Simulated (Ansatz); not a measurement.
**The dipole moment down a group: Al to In**

One atom is swapped for its congeners: CH5AlO3 `C[O][Al]([OH])[OH]`; CH5GaO3 `C[O][Ga]([OH])[OH]`; CH5InO3 `C[O][In]([OH])[OH]`. All are singlets with charge 0.

Shapes, held fixed at every level: PBE0-D4/def2-TZVP. Programs: Ansatz 0.2.0. Values in D.

```json
{"level": "PBE-D4/def2-TZVPP", "CH5AlO3": "0.31", "CH5GaO3": "0.20", "CH5InO3": "1.86"}
{"level": "r2SCAN-D4/def2-TZVPP", "CH5AlO3": "0.33", "CH5GaO3": "0.21", "CH5InO3": "1.92"}
{"level": "B3LYP-D4/def2-TZVPP", "CH5AlO3": "0.32", "CH5GaO3": "0.20", "CH5InO3": "1.99"}
{"level": "wB97M-V/def2-TZVPP", "CH5AlO3": "0.32", "CH5GaO3": "0.20", "CH5InO3": "1.99"}
```

At wB97M-V/def2-TZVPP the dipole moment isn't monotonic: it is largest for In and smallest for Ga (1.99 and 0.20 D). Every level shows the same order. For atoms past krypton def2 sets carry core potentials with scalar relativity. Relativity is left out for Ga unless named. Magnitudes only: a dipole under 1 D may point either way.

The indium compound stands apart, with a dipole of 1.86 to 1.99 D, while the aluminium and gallium compounds stay close to zero with every functional. Bond polarity alone can hardly account for this. All three metals are in oxidation state +3 and form strongly polar M–O bonds, and gallium and indium have similar electronegativities. In a near-trigonal MO3 unit the three M–O bond dipoles largely cancel, so the total depends mainly on how the O–H and O–CH3 groups are turned. The jump at indium therefore probably reflects a different rotamer, or some pyramidalisation, made easier by longer, softer In–O bonds, rather than a sudden rise in ionicity.

The small step from aluminium to gallium is a difference between two residues of cancellation and doesn't rank the polarity of their bonds. The functionals differ far less than indium does from its lighter congeners, perhaps through slightly different charge separation in the In–O bonds. Whether the contrast would survive thermal averaging over the hydroxyl and methoxy rotamers remains open.
